# Bond-proportion model and the vibrational shift of ordering temperatures

Lattice vibrations add a term proportional to $T$ to the effective pair interaction of an alloy. This page derives that term exactly for a harmonic binary chain, extends it to first order to other lattices, and obtains the resulting shift of ordering temperatures. We use atomic units, $\hbar=m_e=k_B=1$, so $T$ and $\omega$ are energies in $E_h$ and spring constants are in $E_h/a_0^2$. Each site carries $\sigma_i=+1$ (A) or $-1$ (B). The dimension is $d$ and the coordination number is $z$.

## Premises

1. The static energy of a configuration $\sigma$ is a sum of nearest-neighbour bond energies $\epsilon_{AA},\epsilon_{AB},\epsilon_{BB}$.
2. Vibrations are harmonic, with nearest-neighbour springs $k_{AA},k_{AB},k_{BB}$ that depend only on the two species joined.
3. Atoms exchange sites slowly compared with a vibrational period, so each configuration has its own free energy $F(\sigma,T)=E(\sigma)+F_{\rm vib}(\sigma,T)$.
4. The classical limit holds, $T\gg\omega$ for all modes. The first correction is kept in view.
5. No external force acts on the chain, so every bond sits at its natural length and different lengths cost no strain energy.

## Step 1: the classical limit is a determinant

One oscillator has the free energy $T\ln[2\sinh(\omega/2T)]$. With $\ln[2\sinh(\xi/2)]=\ln \xi+\xi^2/24-\xi^4/2880+\dots$,

$$F_{\rm vib}=\frac T2\sum_n\ln\frac{\omega_n^2}{T^2}+\frac{1}{24T}\sum_n\omega_n^2-\dots\tag{1}$$

The $\omega_n^2$ are the eigenvalues of $M^{-1}\Phi$, where $\Phi$ is the force-constant matrix and $M$ the diagonal mass matrix. We clamp one atom to remove free translations and let $N$ count the mobile atoms. The product of the eigenvalues is $\det\Phi/\det M$, so the classical part is

$$F_{\rm cl}=\frac T2\ln\det\Phi-\frac{dT}{2}\left(N_A\ln m_A+N_B\ln m_B\right)-dNT\ln T.\tag{2}$$

Each logarithm takes the numerical value in atomic units, and the sum is independent of that choice. The last two terms are linear in $N_A$ and $N_B$ and ignore the arrangement of the atoms. In the formation free energy $\Delta F=F-N_Af_A-N_Bf_B$, with $f_A,f_B$ the free energies per atom of the pure phases, they cancel identically. Masses therefore drop out, and only $\ln\det\Phi$ remains.

## Step 2: the chain, exactly

Clamp atom 0 and let atoms $1,\dots,N$ have displacements $q_i$. Spring $b$ joins atoms $b-1$ and $b$, and its stretch is $s_b=q_b-q_{b-1}$, or $s=Cq$. The potential energy is $\frac12\sum_bk_bs_b^2$, so $\Phi=C^{\mathsf T}\,\mathrm{diag}(k)\,C$. The matrix $C$ is square and lower triangular with unit diagonal, so $\det C=1$ and

$$\det\Phi=\prod_{b=1}^Nk_b,\qquad \frac T2\ln\det\Phi=\sum_b\frac T2\ln k_b.\tag{3}$$

This holds for every sequence of A and B. The stretches are independent coordinates, and each contributes a Gaussian integral $(2\pi T/k_b)^{1/2}$.

Boundary conditions do not change the extensive part. For a free ring of $N$ atoms the product of the non-zero eigenvalues is the sum of the principal minors of order $N-1$ of $M^{-1}\Phi$. Each minor clamps one atom, and the Cauchy–Binet formula writes the minor of $\Phi$ as a sum over the spring left out. This gives $\prod{}'\omega_n^2=(\sum_im_i)(\sum_b1/k_b)\prod_bk_b/\prod_im_i$. The two extra factors add only $O(\ln N)$ to $F/T$, provided the ring length is relaxed as premise 5 requires.

## Step 3: other lattices, to first order

Take periodic boundaries, one clamped atom, and isotropic springs with energy $\frac12k_b|\mathbf q_i-\mathbf q_j|^2$. Then $\Phi$ has $d$ identical blocks $C^{\mathsf T}\mathrm{diag}(k)C$, where $C$ is now rectangular, with $N_b\simeq zN/2$ rows and $N$ columns. Write $k_b=\bar k\,e^{x_b}$ and $D=\mathrm{diag}(e^{x_b}-1)$. Factoring out $\bar k\,C^{\mathsf T}C$ and using $\det(1+PQ)=\det(1+QP)$ gives, per block,

$$\ln\det\Phi=\ln\det(\bar k\,C^{\mathsf T}C)+\mathrm{Tr}\ln(1+YD),\qquad Y=C(C^{\mathsf T}C)^{-1}C^{\mathsf T}.$$

The matrix $Y$ is a symmetric projector with $\mathrm{Tr}\,Y=N$. To second order in $x$,

$$\mathrm{Tr}\ln(1+YD)=\sum_bY_{bb}\left(x_b+\tfrac12x_b^2\right)-\tfrac12\sum_{b,b'}Y_{bb'}^2x_bx_{b'}.$$

Since $Y^2=Y$ implies $Y_{bb}=\sum_{b'}Y_{bb'}^2$, the quadratic terms combine into a sum of squares:

$$\mathrm{Tr}\ln(1+YD)=\sum_bY_{bb}x_b+\tfrac14\sum_{b,b'}Y_{bb'}^2(x_b-x_{b'})^2+O(x^3).\tag{4}$$

If all bonds are equivalent by symmetry, $Y_{bb}=y=N/N_b=2/z$. Multiplying the linear term by $d$ blocks and by $T/2$, each bond carries

$$f_{ij}=\frac{dT}{z}\ln k_{ij}\tag{5}$$

up to a configuration-independent constant. This is the bond-proportion model: $dN$ modes are shared among $zN/2$ bonds. For central springs on a mechanically stable lattice such as fcc there is a single block with $y=2d/z$, and (5) follows again. For the clamped chain $C$ is invertible, $Y=1$, and (5) with $d=1$, $z=2$ reproduces (3) to all orders. For a structure whose springs are all equal, (5) is also exact, because $\det\Phi$ is homogeneous of degree $dN$ in the $k_b$.

## Step 4: the exchange energy and the Ising coupling

Counting the bond ends at each species gives $2N_{AA}+N_{AB}=zN_A$ and $2N_{BB}+N_{AB}=zN_B$. For any bond quantity $g$, eliminating $N_{AA}$ and $N_{BB}$ yields

$$\sum_bg_b=\tfrac z2\left(N_Ag_{AA}+N_Bg_{BB}\right)+N_{AB}\left[g_{AB}-\tfrac12(g_{AA}+g_{BB})\right].$$

The first term is the pure-phase reference. Hence $\Delta F(\sigma)=N_{AB}\,w$ with $w=w_0+w_{\rm vib}$, $w_0=\epsilon_{AB}-\frac12(\epsilon_{AA}+\epsilon_{BB})$, and from (5)

$$w_{\rm vib}=\frac{dT}{2z}\ln\frac{k_{AB}^2}{k_{AA}k_{BB}}.\tag{6}$$

In this convention $w<0$ favours unlike neighbours. An AB spring stiffer than the geometric mean of the like springs makes $w_{\rm vib}>0$ and opposes order.

Since $N_{AB}=\sum_{\langle ij\rangle}(1-\sigma_i\sigma_j)/2$, we have $\Delta F=\text{const}+J\sum_{\langle ij\rangle}\sigma_i\sigma_j$ with $J=-w/2$, so $J>0$ means ordering. The factor $-\frac12$ between $w$ and $J$ is easy to lose. The coupling is

$$J(T)=J_0+jT,\qquad J_0=-\frac{w_0}{2},\qquad j=\frac{d}{4z}\ln\frac{k_{AA}k_{BB}}{k_{AB}^2}.\tag{7}$$

At equal composition $\langle\sigma_i\sigma_j\rangle$ goes from $-1$ in a state with only AB bonds to $0$ in the random state. The vibrational free energy changes by $jT$ per bond, so the vibrational entropy of disordering is $-zj/2$ per atom in units of $k_B$.

## Step 5: renormalised temperatures

At fixed composition $c$ the weight of a configuration is proportional to $\exp(-K\sum\sigma_i\sigma_j)$ with

$$K=\frac{J(T)}{T}=\frac{J_0}{T}+j.\tag{8}$$

All configurational averages depend on $T$ only through $K$. The free energy divided by $T$ is a function of $(K,c)$ plus terms linear in $c$, and linear terms leave common-tangent compositions unchanged. Any phase boundary, critical point or fixed degree of short-range order therefore sits at a definite value $K^*=1/a$, which depends on the lattice and on $c$ but not on the springs. Without vibrations $J_0/T_{c0}=1/a$, that is $T_{c0}=aJ_0$. With vibrations $J_0/T_c+j=1/a$. Multiplying by $aT_c$ and solving,

$$T_c=\frac{T_{c0}}{1-aj},\qquad\text{equivalently}\qquad\frac1{T_c}=\frac1{T_{c0}}-\frac j{J_0}.\tag{9}$$

The second form shows that the whole phase diagram shifts rigidly on the $1/T$ axis. For $J_0>0$ a solution requires $aj<1$. Otherwise $K>1/a$ at all $T$ and the model never disorders. For phase separation, $J_0<0$ and $K^*=-1/a$ with $T_{c0}=a|J_0|$, which gives $T_c=T_{c0}/(1+aj)$.

**The chain has no transition.** A chemical-potential difference that cancels the term linear in $\sigma_i$ restores the symmetry $\sigma\to-\sigma$ and so fixes $c=\frac12$. The bond variables $\tau_b=\sigma_{b-1}\sigma_b$ are then independent with weights $e^{-K\tau_b}$. This gives the fraction of unlike bonds and the correlation function,

$$p_{AB}=\frac1{1+e^{-2K}},\qquad\langle\sigma_0\sigma_r\rangle=(-\tanh K)^r.\tag{10}$$

For $T>0$ the coupling $K$ is finite and correlations decay exponentially, so long-range order needs $K^*=\infty$, $a=0$ and $T_c=0$. In the chain, (9) applies exactly to the temperature $T^*$ at which $p_{AB}$ takes a chosen value $p^*$, with $1/a=\frac12\ln[p^*/(1-p^*)]$. A true $T_c$ needs $d\ge2$, where (5) is first order only.

## Range of validity

**Quantum correction.** The second term of (1) contains $\mathrm{Tr}\,M^{-1}\Phi=\sum_bk_b(1/m_i+1/m_j)$ for the chain (apart from the clamped end). It is again a bond sum, and Step 4 gives

$$w_q=\frac1{24T}\left[\frac{k_{AB}-k_{AA}}{m_A}+\frac{k_{AB}-k_{BB}}{m_B}\right].\tag{11}$$

Masses return at this order. The series (1) converges for $\omega_{\max}<2\pi T$. From $(q_i-q_j)^2\le2q_i^2+2q_j^2$ and the Rayleigh quotient, $\omega_{\max}\le2(k_{\max}/m_{\min})^{1/2}$ in the chain.

**Closed loops.** Choose $\bar k$ so that $x_b=u(\sigma_i+\sigma_j)+v\sigma_i\sigma_j$, with $u=\frac14\ln(k_{AA}/k_{BB})$ and $v=\frac14\ln(k_{AA}k_{BB}/k_{AB}^2)$. Compare the random state at $c=\frac12$ with an ordered state that has only AB bonds. The linear term of (4) differs by $yv$ per bond. The quadratic term vanishes in the ordered state. In the random state $\langle(x_b-x_{b'})^2\rangle$ equals $2(u^2+v^2)$ for bonds that share a site and $2(2u^2+v^2)$ for the others, and $\sum_{b'\ne b}Y_{bb'}^2=y(1-y)$. The ratio $\rho$ of the quadratic term to the magnitude of the linear one is therefore bounded:

$$(1-y)\frac{u^2+v^2}{2|v|}\le\rho\le(1-y)\frac{2u^2+v^2}{2|v|}.\tag{12}$$

The quadratic term is never negative and raises the free energy of the disordered state. The model needs $u^2\ll|v|$. When $k_{AB}$ is close to the geometric mean while $k_{AA}\neq k_{BB}$, the neglected term dominates, and it is no longer a nearest-neighbour pair term.

**Premise 2.** In real alloys the stiffness of a bond depends on its length, and size mismatch in $d\ge2$ changes the lengths from one configuration to another. One constant per species pair then does not describe both the ordered and the disordered phase. Longer-ranged and non-central force constants of independent size also fall outside (5).

**Anharmonicity.** In the force-free classical chain the stretches stay independent for any confining bond potential, so the pair form survives but $j$ depends on $T$. A softening common to all three springs cancels in (7). With a $T$-dependent $j$, (9) becomes an implicit equation with $j(T_c)$.

**Premise 1.** With several static interactions and a vibrational term that changes only the first, the ratios of the couplings vary with $T$, and $a$ is no longer a constant.

## Numerical illustration

The inputs are model values of a size typical for metals: $k_{AA}=0.030$, $k_{AB}=0.028$, $k_{BB}=0.020\ E_h/a_0^2$, $J_0=1.00\times10^{-3}\ E_h$, and masses of 60 u and 120 u, that is $m_A=1.0937\times10^5$ and $m_B=2.1875\times10^5$ electron masses. The composition is $c=\frac12$.

The logarithm is $\ln[k_{AB}^2/(k_{AA}k_{BB})]=0.2675$. With $d=1$, $z=2$, (6) and (7) give $w_{\rm vib}/T=0.06687$ and $j=-0.03343$. The vibrational entropy of disordering is $0.0334$ per atom.

Take $p^*=\frac34$. Then $K^*=\frac12\ln3=0.5493$, $a=1.8205$, and $T_0^*=aJ_0=1.8205\times10^{-3}\ E_h$. With $aj=-0.0609$, (9) gives $T^*/T_0^*=0.943$ and $T^*=1.716\times10^{-3}\ E_h$. Seen at the fixed temperature $T_0^*$, vibrations lower $K$ to $0.5159$ and $p_{AB}$ from $\frac34$ to $0.737$.

The classical limit can be tested at $T^*$. The bound is $\omega_{\max}\le1.047\times10^{-3}\ E_h$, so $\omega_{\max}/T^*\le0.61$, far inside the convergence radius $2\pi$. The two terms in the bracket of (11) are $-1.83\times10^{-8}$ and $+3.66\times10^{-8}$, with sum $1.83\times10^{-8}$. This gives $w_q=4.4\times10^{-7}\ E_h$, which is 0.4 % of $w_{\rm vib}=1.147\times10^{-4}\ E_h$. It changes $J$ by $-w_q/2$ and $T^*$ by $-aw_q/[2(1-aj)]$.

The same springs on a simple cubic lattice with isotropic coupling have $d/z=\frac12$ and hence the same $j$. Taking $a\approx4.51$, the approximate nearest-neighbour Ising value for this lattice, as an input gives $aj=-0.151$ and $T_c/T_{c0}\approx0.87$. Here $y=\frac13$, $u=0.1014$ and $v=-0.06687$, so (12) places the neglected term between 7 % and 12 % of the linear one. Reducing $|j|$ by 12 % as a rough estimate of its effect moves the ratio to $0.88$, so a third figure has no meaning.

Converted to common units:

| quantity | value |
|---|---|
| $k_{AA},\ k_{AB},\ k_{BB}$ | 46.7, 43.6, 31.1 N/m |
| $J_0$ | 27.2 meV |
| $T_0^*$, static chain | 575 K |
| $T^*$, with classical vibrations | 542 K |
| shift $T^*-T_0^*$ | $-33$ K |
| $w_{\rm vib}(T^*)$ | 3.12 meV |
| bound on $\hbar\omega_{\max}/k_B$ | 331 K |
| further quantum shift of $T^*$ | $-0.12$ K |